**Question**

The molecule (CH₃)₂CH–CH₂–CF₂–CN can turn about two bonds of its chain: the bond from CH to CH₂, and the bond from CH₂ to CF₂. The table lists the shapes in which it comes to rest.

Conformers (at most five kept) of CC(C)CC(F)(F)C#N, atoms numbered in this order, without solvent. PySCF 2.14.0 and tblite 0.8.0: PBE0-D3(BJ)/pcSseg-1 energies on GFN2-xTB geometries, GFN2-xTB free-energy terms at 298.15 K. Torsions are C1-C2-C4-C5 and C2-C4-C5-F6; each row shows one of a mirror pair of C1 symmetry, and its weight holds both.

```
number  torsions in degrees  GFN2-xTB energy above its lowest (kcal/mol)  DFT energy above the lowest (kcal/mol)  free energy above the lowest (kcal/mol)  weight (%)  dipole (D)
     1             (62,-80)                                        0.000                                   0.000                                    0.000       55.00       3.350
     2             (170,73)                                        0.720                                   0.560                                    0.430       26.60       3.500
     3            (-173,46)                                        0.230                                   0.650                                    0.720       16.20       3.470
     4              (65,63)                                        1.640                                   1.940                                    2.190        1.40       3.470
     5             (49,-74)                                        2.190                                   2.080                                    2.460        0.90       3.470
```

The first torsion tells where one of the two methyl groups stands relative to the CF₂ carbon. The second tells where one of the two fluorines stands relative to the CH carbon. A torsion near 60° or −60° is called gauche, one near 180° anti. The GFN2-xTB energy and the DFT energy are electronic energies from a fast approximate method and from density functional theory. The free energy adds the thermal terms and the count of mirror images, and it fixes the weight.

(a) How many distinct staggered shapes should the molecule have, and how do they differ in crowding?

(b) Rows 1 and 5 have similar torsions. Decide from the angles alone whether they are the same kind of shape, and classify the remaining rows.

(c) Explain the course of the DFT energies.

(d) Why does the dipole moment change so little, and what does this mean for a solvent?

(e) How firmly is row 2 placed above row 3 in weight?

**Model answer**

(a) Each of the two bonds has three staggered positions, which makes nine combinations. In the ideal staggered form one of them is its own mirror image and the other eight form four pairs, so five distinct shapes remain. The caption gives every row as a shape without symmetry that has a mirror partner, so in the calculation even the self-mirrored shape has come to rest somewhat twisted. The search found five, and the ceiling of five conformers in the caption therefore cut nothing off.

The crowding starts at the CH carbon, which carries two methyl groups and one hydrogen. If one methyl stands anti to the CF₂ carbon, the other must be gauche to it. If the hydrogen takes the anti place, both methyls are gauche. Combined with the three positions of the other bond, and with mirror images merged, this gives three shapes with one gauche methyl and two shapes with two.

A gauche methyl meets a second difficulty further along the chain. When it stands at +60°, whatever sits at −60° on the CF₂ carbon points towards it, much as the two ends of pentane collide when its torsions have opposite signs. In an ordinary chain a hydrogen can take that place and keep the contact mild. Here the carbon carries two fluorines and a nitrile and no hydrogen, so turning the end group merely exchanges one neighbour larger than hydrogen for another. Each gauche methyl thus brings one such contact with it.

(b) A single contact can be relieved by twisting both bonds so that the two groups swing apart. Two contacts are coupled: the twist that opens one closes the other. This difference should be visible in the torsions, with no reference to energy.

Let m be the size of the torsion of a gauche methyl, and f the size of the torsion of the group facing it on the other side. Their sum measures how far the contact is open:

opening = m + f

In the undistorted staggered shape this is 60° + 60° = 120°. Now suppose that both methyls are gauche, and that neighbours on each carbon are 120° apart. The second methyl then stands at 120° − m on the other side, and the group facing it at 120° − f. Its contact has the opening

second opening = (120° − m) + (120° − f) = 240° − first opening

What one contact gains, the other loses.

For row 1 the opening is 62° + 80° = 142°. If this shape had two contacts, the second would be squeezed to 240° − 142° = 98°, which a relaxed molecule would hardly accept. Row 1 therefore has a single contact, which has swung open, and its other methyl is anti.

For row 5 the same sum is 49° + 74° = 123°, and a second contact would have 117°. The shape stays close to the undistorted value, as it should if two contacts push against each other. A single contact would have had nothing to hold it shut. Rows 1 and 5 look alike in their listed angles but are different kinds of shape.

In rows 2 and 3 the listed methyl is itself anti, so only the other one is gauche. With the same spacing of 120°, their contacts open to 143° and 141°, practically as far as in row 1. Row 4 gives 122° and belongs with row 5. The angles thus sort the table into rows 1 to 3, with one relieved contact, and rows 4 and 5, with two contacts that block each other's relief.

(c) The DFT energies fall into the same two groups. The three shapes with one contact lie within 0.65 kcal/mol of each other. Then comes a gap of 1.29 kcal/mol, and the two shapes with two contacts follow close together. On average the second group lies 1.6 kcal/mol above the first.

The cause is most simply read as crowding. A shape of the upper group has one more methyl turned towards the CF₂ carbon and one more contact across the chain, and it can no longer ease one contact by twisting without tightening the other. These burdens come together in this molecule, so the energy gap measures their joint cost and not the price of any one of them. The approximate method shows the same division into three low and two high shapes, so the division does not hang on the density functional.

Counting contacts does not explain the order inside a group. The low shapes differ in which group faces the methyl and in where the nitrile points, and such details are worth only some tenths of a kcal/mol. Errors of that size are possible here, because the DFT energies were computed with a small basis set and on geometries from the approximate method. The order of rows 4 and 5, which differ by 0.14 kcal/mol, is insecure for the same reason.

(d) The strongly polar bonds, two to fluorine and one to the nitrile, all start from the same carbon. Rotation about the chain turns this polar group as a whole and leaves the angles between its bond dipoles nearly unchanged. The rest of the molecule is hydrocarbon and contributes little. The dipole moment therefore varies by only 0.15 D, less than 5 % of its smallest value.

The table also shows that the overall dipole does not set the energy order. Rows 3, 4 and 5 have the same dipole moment of 3.47 D, although row 3 belongs to the low group and the other two to the high one. In the simplest picture of a solvent, as a uniform polarisable medium, the stabilisation grows with the square of the dipole moment. Such a medium would lower the five shapes by similar amounts, with a slight disadvantage for row 1, whose dipole is the smallest. Specific contacts between solvent molecules and the nitrile lie outside this argument.

(e) The placing is weak. In DFT energy row 2 lies only 0.09 kcal/mol below row 3, which is close to the numerical noise of such differences. At room temperature the thermal energy RT is 0.59 kcal/mol, so the DFT energies alone would give the two rows weights of about 22 % and 19 %. The thermal terms widen the gap to 0.29 kcal/mol and produce the clearer preference in the table.

Those thermal terms come from the approximate method and depend on soft torsional vibrations, which are hard to describe well. At least one of the conformers also keeps an imaginary vibrational mode, so it is not a confirmed minimum and its free energy is less certain. The electronic energies of the approximate method would even reverse the two rows, with about 14 % for row 2 and 33 % for row 3. What can be relied on is that the three shapes with one contact together hold nearly the whole population, about 98 %.

**Remarks on the reasoning**

The order of the steps matters. It would be easy to call rows 4 and 5 crowded because they are high in energy, and then to explain their energy by the crowding. That is a circle. The answer above sorts the shapes by their angles first and looks at the energies afterwards, so the agreement of the two groupings carries some weight. It supports the explanation by crowding without proving it, since electronic effects that follow the same division would look alike.

One step in part (b) rests on judgement. In rows 2 and 3 the second methyl could stand in either of two places, and the answer takes the one that opens the contact. The other choice would give 97° and 99°, a strong squeeze with nothing to cause it. Either way these rows depart from 120° by more than 20°, whereas rows 4 and 5 depart by 2° or 3°. The spacing of 120° is itself good only to a few degrees, so those small departures mean nothing, but the large ones stand out clearly.

The same angles allow one further inference. In rows 1 and 2 the group that faces the gauche methyl is the listed fluorine. In row 3 it is another group, at −74°, which may be the second fluorine or the nitrile. There are three shapes with one contact: one has the nitrile in the crowded place, and two have a fluorine there. If each occurs once in the table, row 3 must be the one in which the nitrile faces the methyl.

Row 3 is also the row on which the two methods disagree most: DFT places it 0.42 kcal/mol higher than the approximate method does, relative to row 1. Perhaps the approximate method underrates the pressure between nitrile and methyl. This is a guess. One of the two shapes with two contacts should also press the nitrile against a methyl, but the listed angles do not tell which row it is. Besides, the two energies do not belong to equally well relaxed geometries.

A student who wants to carry the reasoning to a related chain should begin with the branching carbon and count its gauche methyls. The next step is to ask what stands across from each of them, and whether a twist can relieve the contact without tightening another. This gives the broad grouping, while the finer order needs a calculation.

One such finer point stays open here. Rows 1 and 2 both press a fluorine against the methyl; in one of them the nitrile continues the chain in the anti position, and in the other it is turned to the side. The calculation prefers row 1 by 0.56 kcal/mol, but is that a preference for the stretched nitrile or for the turned one?
